**Question**

A metal calculation blurs the edge between filled and empty levels, here over a width $\sigma = 0.1$ eV, and books a small smearing entropy term for it. In copper this term is of the order of 1 meV per atom, while stretching the crystal from equilibrium to the largest volume below costs about 150 meV per atom. The table follows hexagonal close-packed copper, which is not copper's stable structure, from strong compression to strong tension. The ratio of the cell edges, c/a, is held, so all distances scale together.

Hexagonal close-packed copper, two atoms per cell, computed with Ansatz 0.2.0 at fixed geometries using PBEsol, plane waves and PAW, scalar-relativistic and without spin polarization. The cutoff is 420 eV, the k mesh 24×24×12, and the smearing Gaussian with a width of 0.1 eV. The smearing entropy term is −TS, as it enters the free energy.

```
volume (Å³/atom)     c/a  shortest distance (Å)  smearing entropy term (meV/atom)
           9.406  1.6331                  2.369                            -1.360
          10.020  1.6332                  2.420                            -1.360
          10.659  1.6331                  2.470                            -1.400
          11.325  1.6331                  2.521                            -1.370
          12.018  1.6332                  2.571                            -1.350
          12.739  1.6332                  2.621                            -1.500
          13.488  1.6332                  2.672                            -1.640
```

(a) What does the term measure, and why should expansion make it larger in size?

(b) Estimate it for the volume 11.325 Å³/atom, treating copper as a free-electron gas.

(c) Why does it stay flat over five rows and then jump twice?

**Model answer**

(a) Only levels within about $\sigma$ of the Fermi level are partly filled. If there are $D$ states per eV and atom at that energy, their number is of the order $D\sigma$, and each contributes an energy of the order $\sigma$. For Gaussian smearing and a constant $D$, the exact result is $-D\sigma^2/2$. The term is thus a gauge of the density of states at the Fermi level, and not the entropy of a warm metal.

Two limits show how $D$ depends on volume. In atoms pulled far apart, the outer electrons all sit at one sharp level, so the states are packed into almost no energy range. In atoms pushed together, the orbitals overlap strongly and the same states spread over a wide band. Expansion moves the crystal towards the first limit: the band narrows, $D$ rises and the term grows in size.

(b) In a free-electron gas with one electron per atom in the volume $V$, the Fermi energy is $E_F = 3.81\,(3\pi^2/V)^{2/3}$ eV, with $V$ in Å³. For $V = 11.325$ this gives 7.23 eV. Then $D = 1.5/E_F = 0.207$ states per eV and atom, and the term is $-0.207 \times 0.1^2/2$ eV, or about $-1.0$ meV/atom. The table has $-1.37$. A likely reason for the larger size is that copper's outer electrons mix with the filled d states at lower energy, which flattens the bands, but these runs do not separate that effect.

(c) Band narrowing alone cannot explain the shape. Since $E_F$ falls as $V^{-2/3}$, the free-electron term should grow by about 4 % in every step. Over the first five rows that makes 18 %, where the table shows no net growth; over the last two steps it makes 8 %, where the table shows 21 %.

The probable culprit is the mesh of k points, the finite set of wave vectors at which the levels are computed. It has $24 \times 24 \times 12 = 6912$ points, which symmetry gathers into groups of up to 24 with equal energies. That is coarse for so narrow a window: in a free-electron gas, the energy near the Fermi level would change by roughly 1 eV from one mesh point to the next along the steepest direction, ten times $\sigma$. Few levels are therefore expected to land in the window. One level lying exactly at the Fermi level in one full group adds 0.1 meV/atom to the size of the term. The entire rise through the table, 0.28 meV/atom, is worth only about three such groups, and each jump about one and a half. A few levels drifting into the window together would produce a jump, and a few drifting out would hide the expected growth. Uniform narrowing alone should do neither: in one step it brings each level closer to the Fermi level by only about 4 % of its distance. The bands must also change shape, for instance because the mixing with the d states changes.

**Remarks on the reasoning**

A candidate who compares only the first and last rows finds 21 % growth against an estimated 27 % and may declare the model a success. The rows between show that this agreement is no confirmation. The printed output after this text sets the free-electron gas, with no adjusted constant, beside all seven rows.

Better support for the narrowing comes from another result of the same runs: the overlap in energy between the two neighbouring bands that would be separated by a gap in an insulator. It shrinks in every step, by 21 % in all, and follows $V^{-2/3}$ to within 1 %. These two band edges therefore approach each other smoothly, as narrowing bands should, while the smearing term does not grow smoothly.

That contrast makes the mesh suspect but does not convict it. A real change in the shape of the Fermi surface near 12 to 13 Å³/atom could also make $D$ rise faster there. Repeating the series with a denser mesh would help to decide; until then, the small bump at 10.659, the plateau and even the size of the final rise should not be read as properties of copper.

The irregular term itself hardly touches the energy curve. Half the term is used to correct the energy to zero width, and between 11.325 and 13.488 Å³/atom that half changes by only 0.14 meV/atom. The mesh can also disturb the energy directly, which the denser mesh would test as well. A density of states read from the term has no such protection: it inherits the irregularity in full.

Output of the analysis:

```
Density of states at the Fermi level (states/eV/atom) and band overlap (eV):
     row  from_term  free_electron  ratio  band_overlap
   9.406      0.272         0.1833  1.484         6.918
   10.02      0.272         0.1912  1.423         6.606
  10.659       0.28         0.1992  1.405         6.326
  11.325      0.274         0.2074  1.321         6.074
  12.018       0.27         0.2158  1.251         5.847
  12.739        0.3         0.2244  1.337         5.642
  13.488      0.328         0.2331  1.407         5.456
Steps of the size of the term from the row before (meV/atom) and counts of full k-point contributions:
     row   step  step_in_points  total_in_points
   9.406    n/a             n/a            13.88
   10.02      0               0            13.88
  10.659   0.04          0.4084            14.29
  11.325  -0.03         -0.3063            13.99
  12.018  -0.02         -0.2042            13.78
  12.739   0.15           1.531            15.31
  13.488   0.14           1.429            16.74
Growth of the term's size, first to last row (%): 20.59
Free-electron growth, first to last row (%): 27.16
Growth of the term's size, first to fifth row (%): -0.7353
Free-electron growth, first to fifth row (%): 17.75
Growth of the term's size, fifth to last row (%): 21.48
Free-electron growth, fifth to last row (%): 7.997
Spread of the term over the first five rows (meV/atom): 0.05
Rise of the term's size, first to last row (meV/atom): 0.28
Largest contribution of one level at one distinct k point (meV/atom): 0.09795
Whole rise in such contributions: 2.859
Fall of the band overlap, first to last row (%): 21.14
Spread of band overlap times volume^(2/3) over all rows (%): 0.9288
Energy rise from the 11.325 row to the 13.488 row (meV/atom): 151.8
Change of half the term between the same rows (meV/atom): 0.135
```
